**Q:** I have five chains that share a butyl piece and differ in the group at one end. How far along the chain does the group show in the carbon shifts?

Non-relativistic gas-phase calculations with PySCF 2.14.0 at the PBE0/pcSseg-1 level with density fitting, on PBE0-D3(BJ)/def2-SVP geometries. The molecules are *CCCC (SMILES) with the group * varied; the marked atom is the carbon that carries it. Chemical shifts δ come from GIAO shieldings and are relative to TMS at the same level, for both 13C and 1H.

| group * | formula | binding atom | its electronegativity | bond from the marked atom to the group (Å) | torsion about that bond, heaviest neighbours (°) | δ C α (ppm) | δ H α (ppm) | δ C β (ppm) | δ C γ (ppm) | δ H γ (ppm) | IAO charge of the marked atom (e) |
| --- | --- | --- | --- | --- | --- | --- | --- | --- | --- | --- | --- |
| *[GeH3] | C4H12Ge | Ge | 2.010 | 1.965 | 46 | 12.0 | 0.97 | 32.4 | 27.2 | 1.13 | -0.49 |
| *CCF | C6H13F | C | 2.550 | 1.522 | 178 | 29.8 | 1.32 | 36.1 | 27.1 | 1.23 | -0.25 |
| *[O][AlH2] | C4H11AlO | O | 3.440 | 1.392 | 31 | 70.0 | 4.22 | 36.6 | 27.1 | 1.66 | -0.03 |
| *O[SiH3] | C4H12OSi | O | 3.440 | 1.409 | 172 | 68.1 | 3.58 | 37.6 | 22.3 | 1.37 | -0.04 |
| *F | C4H9F | F | 3.980 | 1.377 | n/a | 84.3 | 4.44 | 36.4 | 22.2 | 1.40 | 0.05 |

**A:** Remember it as tens of ppm on the carbon that carries the group and about five ppm on the next two. From Ge to F, δ C α rises by 72 ppm and δ C β by 4 ppm, while δ C γ falls by 5 ppm. Here δ is the chemical shift, so a larger δ means a less shielded nucleus, and α, β and γ stand one, two and three bonds from the group. The effect drops steeply after the first carbon. Beyond that it doesn't fade further but changes sign, so the first carbon and the later ones need separate explanations.

**Q:** Take the first carbon, then. Its shift follows the electronegativity of the atom bound to it. Does the group simply pull electrons away, so that fewer are left to screen the nucleus?

**A:** The pull is real, but lost screening of that plain kind is the smaller part. Shielding can be split in two. The diamagnetic part comes from electrons circulating around the nucleus as they would in a closed, round shell. The paramagnetic part arises because the magnetic field mixes filled orbitals with empty ones, and here it lowers the shielding. Of the 72.3 ppm between Ge and F, the paramagnetic part supplies 63.9 ppm. The split depends on a convention of the method, so trust the word "most" rather than the digits.

**Q:** Why should an electronegative neighbour strengthen that mixing?

**A:** The argument has three steps. First, a magnetic field acts on the electrons as a rotation: it turns a p orbital towards another p orbital at right angles to it. This counts only if the first holds electrons and the second has room for more.

Second, call the neighbour X. If X is electronegative, the bonding pair lies mostly on X, and the empty antibonding orbital σ*(C–X) therefore lies mostly on carbon. That is the room required. A field across the C–X bond can now turn electrons of carbon's other bonds into it.

Third, a carbon that has lost electrons holds the remaining ones more tightly. The paramagnetic part grows with the inverse cube of their distance from the nucleus, so a modest contraction counts. Both effects raise the shift, and both should grow from Ge through C and O to F.

**Q:** Is there any sign of this in the calculation, apart from the total?

**A:** There is a hint in the directions. Shielding has three principal components, one for each of three perpendicular directions of the field, and the usual value is their average. Ranked by size in each molecule, the components at C α fall by 71, 61 and 36 ppm when O–SiH₃ replaces GeH₃. Two large falls and a smaller one are what the argument leads you to expect, because a field along the bond cannot turn anything into σ*(C–X). That the two large falls belong to fields across the bond is my reading from theory; the three sizes alone don't prove it, since the directions behind them can differ between the two molecules.

**Q:** I learnt that the paramagnetic part grows when the gap between filled and empty orbitals shrinks. Could I just look at the HOMO–LUMO gap?

**A:** These molecules show why not. The fluoride has the widest gap of the five, 10.6 eV against 9.3 eV for the germane, and yet its C α is the least shielded. What matters is the energy and the shape of those orbitals that have weight on this carbon and that the field can connect. The HOMO and the LUMO belong to the whole molecule and need not be among them.

**Q:** Then the charge of the carbon might be a better guide. The IAO charge, which assigns electrons to atoms by means of atom-like orbitals, rises along with the shift.

**A:** It gives the right order, but as a ruler it fails at the germane. Between the germane and \*CCF, the shift rises by about 74 ppm per unit of charge; between \*CCF and \*O[SiH₃], by about 182 ppm. From there to the fluoride the rate is again about 180 ppm, so among the groups bound through C, O and F the charge tracks the shift well, and only the germane lies off that line. Still, a charge only counts the electrons on carbon. It doesn't record whether they were lost from the one direction in which the field then finds room.

Part of that contrast comes from \*CCF itself. Its marked carbon lies three bonds from a fluorine, a position that fluorine is known to shield by several ppm. A plain alkyl group would probably put this carbon somewhat higher, which would narrow the contrast. The step from Ge to C is also the one where missing spin–orbit coupling could enter, but for germanium its effect on a neighbouring carbon should be small beside the 17.8 ppm between these rows.

**Q:** So \*CCF is a poor stand-in for a plain alkyl group. Is it good for anything else?

**A:** It contains a useful control. At the far end of its group sits a carbon bonded to fluorine, just as in \*F, but on a longer chain. Its shift comes out at 84.3 ppm, the same as for C α in \*F. The large effect is therefore local: the bond to fluorine sets it, and two more carbons in the chain leave it unchanged.

The two oxygen rows agree with this. Whether silicon or aluminium sits behind the oxygen, C α stays near 70 ppm, with only 1.9 ppm between them. For a rough first guess at a new group on a saturated chain, look up the Pauling electronegativity of the atom that binds, and place C α between the neighbours on that scale. What lies behind that atom is a small correction here, but it can be large, as in a nitro or cyano group. Heavy atoms such as iodine break the rule, because their spin–orbit coupling shields the carbon strongly.

**Q:** The hydrogens on the same carbon follow the same order, but they move by only 3.5 ppm in all. Why so little?

**A:** Hydrogen has hardly anything to rotate. Its electrons sit in a 1s orbital, which is round, and turning a round orbital changes nothing. The strong paramagnetic part that moves carbon is therefore nearly absent, and what remains is partly the loss of plain screening that you first proposed and partly the field of currents on neighbouring atoms. The table gives the mean of the two hydrogens on each carbon. A scale of a few ppm for hydrogen and tens of ppm for carbon is worth keeping in mind for saturated molecules.

**Q:** Now the rest of the chain. I was taught that a group pulls on the first carbon, which pulls on the second, and so on, each time more weakly. Does that work here?

**A:** Let us put a number on it. From Ge to F, C α changes by 72.3 ppm and C β by 4.0 ppm, so one bond passes on a fraction 4.0/72.3, or about 0.055. If the next bond passes on the same fraction, C γ should change by 0.055 × 4.0, which is about +0.2 ppm. The calculation has −5.0 ppm. The relay fails in sign and by a factor of more than twenty in size, so whatever moves C γ is not the tail of the effect at C α.

**Q:** But at C β the relay at least has the right sign.

**A:** Barely, once the germane is left out. For groups bound through C, O or F, C β stays within 1.5 ppm, while C α moves by 54.5 ppm. A relay would have to pass on some of that large change. Instead, C β registers that one of these light atoms is attached, but hardly which one.

The charges don't help the relay either. From the germane to the fluoride, C β becomes slightly more negative, from −0.24 to −0.26 e, while its shift goes up. A carbon that was being drained of electrons through the chain would go the other way.

**Q:** What does move C γ, then?

**A:** The rows fall into two sets: \*F and \*O[SiH₃] lie near 22 ppm, the other three near 27 ppm. Two well-known effects have the right sign and size. Oxygen and fluorine shield a carbon three bonds away, even when the chain is stretched out. A chain that is bent so that the group and C γ lie close together, the gauche arrangement, also shields that carbon by several ppm.

The hydrogens show which arrangement \*F has. Stretched out, it would have a mirror plane, and the two hydrogens on each CH₂ would be equally shielded. On C γ they differ by 0.7 ppm, so the chain is bent. Two of the three methyl hydrogens are almost equal, as expected for a straight chain end, which places the bend next to the fluorine: the gauche arrangement. \*O[SiH₃] shows the same pattern, whereas \*CCF looks straight at C γ.

Bending can't be the whole story, though. The germane seems to be bent too, and its C γ stays at 27.2 ppm, so the nature of the group matters as well. Each molecule was computed in a single conformer, whereas a real sample averages over several, and that can shift C γ by a few ppm. At C α, the same uncertainty is small beside the main trend.

**Q:** \*[O][AlH₂] is bound through oxygen too, yet its C γ is at 27.1 ppm and not near 22 ppm. Why does it break ranks?

**A:** It differs from \*O[SiH₃] in more than the metal. The torsion about the bond from C α to oxygen is 31° instead of 172°, so the group is turned quite differently. The methyl at the far end of the chain is unusual as well: its carbon has a Mulliken charge of −0.35 e, against −0.27 e in the other four molecules. The IAO charge of that carbon hardly changes, so the Mulliken value alone would be weak evidence. But the electric field gradient there is also much less symmetric about its axis than in \*O[SiH₃]. Something seems to be acting on a methyl that, along the bonds, is far from the aluminium.

My guess is that the chain folds back. Aluminium with three neighbours is short of electrons, and a C–H bond of the methyl could lean against it. C γ is bonded to that methyl, so a contact of this kind could disturb it from the far side, and the hydrogens on C γ do have their highest shift in this row. A look at the distance between aluminium and the methyl would test the idea. Until then, the 4.8 ppm between the two oxygen rows at C γ should not be read as a difference between aluminium and silicon.

**Q:** Would I find the same pattern if the chain had a double bond next to the group?

**A:** At the first carbon, largely yes, because the bond to the electronegative atom still acts there. At the second carbon the picture changes. An oxygen bound to a C=C bond shares a lone pair with its π electrons, and the extra density collects on the far carbon of the double bond. That carbon becomes clearly more shielded, so the signs alternate, and the effect at the second carbon is large. In the saturated chain there is no π system to carry the lone pair, so this large effect at the second carbon is missing.
